**Question**

I have band levels of a layered tin–lead oxide from two hybrid functionals, HSE06 (cheaper) and PBE0 (costlier). In the table, v1 and v2 are the two highest filled bands, c1 and c2 the two lowest empty ones. Each level of theory has its zero at its own valence top.

Band levels of Sn3PbO4 (litharge-type cell, 8 atoms, space group Pmm2) with HSE06 (cheaper level) and PBE0 (costlier level), each measured from its own valence top. Ansatz 0.2.0, plane-wave PAW, 420 eV cutoff, 4×2×4 k mesh, no spin polarisation, cell relaxed with r2SCAN+rVV10. The point extra_v lies at (0, 0.203, 0) in units of the reciprocal lattice vectors.

```tsv
point name	band v2, cheaper level (eV)	band v1, cheaper level (eV)	band c1, cheaper level (eV)	band c2, cheaper level (eV)	band v2, costlier level (eV)	band v1, costlier level (eV)	band c1, costlier level (eV)	band c2, costlier level (eV)
Gamma	-2.860	0.000	2.860	3.905	-2.938	0.000	3.517	4.585
X	-2.350	-1.896	0.655	0.680	-2.395	-1.926	1.288	1.312
S	-2.522	-2.478	2.257	2.436	-2.579	-2.532	2.916	3.096
Y	-1.009	-0.262	3.466	3.550	-1.040	-0.287	4.135	4.216
Z	-2.114	-1.822	2.317	3.211	-2.169	-1.872	2.976	3.879
U	-2.016	-1.801	2.946	2.962	-2.068	-1.849	3.616	3.634
R	-2.125	-2.091	3.225	3.433	-2.179	-2.146	3.895	4.110
T	-1.937	-1.620	1.906	2.091	-1.982	-1.659	2.549	2.737
extra_v	-2.084	-0.012	3.128	3.693	-2.145	-0.012	3.791	4.369
```

1. Which functional gives the larger gap, and between which points?
2. Can I get the PBE0 levels from HSE06 by multiplying by one factor, or by adding one constant?
3. Why do the two functionals differ at all?
4. How large should the difference be, and which band edge moves?
5. Do the bands also stretch?
6. What would a different screening length do?
7. Which digits can I trust?

**Answer**

1. PBE0 gives the larger gap. Among the points computed, the highest filled level is at Γ and the lowest empty one at X with both functionals, so the gap is indirect. It is 0.655 eV with HSE06 and 1.288 eV with PBE0, nearly twice as large.

2. For the empty levels, add a constant; don't multiply. The filled levels need no constant, since they are measured from the valence top and move by less than 0.1 eV. The gap grows by 0.633 eV, and adding this to the HSE06 level c1 at Γ, 2.860 eV, gives 3.49 eV. PBE0 gives 3.52 eV there, whereas doubling would have put the level near 5.7 eV. The same constant, taken from X alone, places c1 at each of the other eight points to within 0.04 eV. The near doubling thus reflects how small the HSE06 gap is.

3. Both functionals replace a quarter of the approximate, semilocal exchange by exact exchange at short distance. PBE0 does so at long distance too, while HSE06 returns there to semilocal exchange. Exact exchange distinguishes filled from empty states: an electron in a filled state is freed from repelling itself, but an empty state has no such self-repulsion to remove. Extending exact exchange to long range therefore pulls filled and empty levels apart.

4. The long-range part of the repulsion is $\mathrm{erf}(\omega r)/r$ in atomic units, where $r$ is the distance between electrons and $\omega$ sets where the long range begins. At small $r$ it levels off at $v_0=2\omega/\sqrt{\pi}$. Suppose that the exchange hole, the region around an electron from which exchange keeps others of like spin away, is small compared with $1/\omega$. A quarter of exact exchange then lowers a filled state by $v_0/4$ and leaves an empty one alone. The semilocal exchange that it replaces acts as one potential on filled and empty states alike. For so compact a hole its long-range energy is $-v_0/2$ per electron, so a quarter of it had lowered both by $v_0/8$, and its removal raises both again:

$$\Delta E_{\text{filled}}=-\frac{v_0}{4}+\frac{v_0}{8}=-\frac{v_0}{8},\qquad \Delta E_{\text{empty}}=+\frac{v_0}{8}.$$

   With the usual HSE06 value, $\omega=0.11$ per bohr, and 27.2 eV to the hartree, the gap should grow by $v_0/4=0.25\times2\times0.11/\sqrt{\pi}\times27.2\approx0.84$ eV, shared equally between the edges. On the common energy scale of the two runs, the valence top falls by 0.32 eV and the conduction minimum rises by 0.31 eV. The equal sharing is there, but the size is only three quarters of the estimate. A likely reason is that the real hole is not small against $1/\omega$, about 4.8 Å, so that part of it feels a weaker interaction. The coarse k mesh may also contribute; neither was tested.

5. Yes, slightly. Measured from the valence top, v2 sinks by about 2.5 % of its depth, according to a line through zero fitted to all nine points. The rise of c1 also tends to be larger for higher levels and is smallest at X. The estimate in answer 4 moves all filled levels alike, and all empty ones alike, because it takes the long-range repulsion as constant across the hole. In fact the repulsion weakens with distance, so the shift can depend on the shape of each state; which features matter here is untested.

6. A smaller $\omega$ means a longer screening length, $1/\omega$. Exact exchange then reaches further in HSE06, and at $\omega=0$ the functional becomes PBE0. Halving $\omega$ halves $v_0$, so the HSE06 gap should then lie some 0.3 to 0.4 eV below that of PBE0, at roughly 0.9 eV. This is an estimate from the argument above, not a computed value. Nor is the larger gap of PBE0 a sign that it is the better one. In a semiconductor the other electrons screen long-range exchange, but not completely. HSE06 drops the exact part there altogether, PBE0 keeps a quarter whatever the material, and the right share depends on how strongly the solid screens.

7. For comparing these two runs on their shared k mesh, a shift of about 0.6 eV is a sound reading. No finer mesh was tried, and long-range exchange converges slowly with the mesh, so the second decimal of a converged shift is open and even the first is not proven. The cell itself is a model built on the litharge structure and is not shown to be stable. Even for a compound with just this structure, no digit of the gap is settled, since the choice of functional alone changes it by 0.6 eV. Spin–orbit coupling is also left out, and it can shift empty levels with lead 6p character noticeably. Finally, at the point extra_v, between Γ and Y, the highest filled level lies only 0.012 eV below that at Γ. No level was computed between these two points, so the true valence top may lie away from Γ, which would make the gap smaller.

Numerical output:

```
Changes from HSE06 to PBE0 and direct gaps, eV:
      row  change v2  change v1  change c1  change c2  direct gap HSE06  direct gap PBE0
    Gamma     -0.078          0      0.657       0.68              2.86            3.517
        X     -0.045      -0.03      0.633      0.632             2.551            3.214
        S     -0.057     -0.054      0.659       0.66             4.735            5.448
        Y     -0.031     -0.025      0.669      0.666             3.728            4.422
        Z     -0.055      -0.05      0.659      0.668             4.139            4.848
        U     -0.052     -0.048       0.67      0.672             4.747            5.465
        R     -0.054     -0.055       0.67      0.677             5.316            6.041
        T     -0.045     -0.039      0.643      0.646             3.526            4.208
  extra_v     -0.061          0      0.663      0.676              3.14            3.803
Indirect gap, HSE06, eV: 0.655
Indirect gap, PBE0, eV: 1.288
Rise of the indirect gap, eV: 0.633
Rise of the indirect gap, percent: 96.64
Rise of the direct gap at Gamma, percent: 22.97
Worst miss for c1 if all points are shifted by the rise of the gap, eV: 0.037
Worst miss for c1 if all points are scaled by the ratio of the gaps, eV: 2.681
Fall of the valence top on the absolute scale of the runs, eV: 0.3196
Rise of the conduction minimum on the same scale, eV: 0.3125
Compact-hole limit for the movement of each edge, eV: 0.4222
Compact-hole limit for the rise of the gap, eV: 0.8444
Computed rise of the gap as percent of that limit: 74.97
Length 1/omega of the range separation, angstrom: 4.811
fit of dc1 on 9 rows: constant 0.6237 +/- 0.0053, coefficient of point_c1 0.01362 +/- 0.002; rms 0.00434, worst T 0.00663, leave-one-out rms 0.00513
fit of dv2 on 9 rows: coefficient of point_v2 0.02496 +/- 0.0011; rms 0.00667, worst X -0.0137, leave-one-out rms 0.00763
Rms miss for the change of v1 with the widening fitted on v2, eV: 0.009083
Largest such miss, eV: 0.01846
```
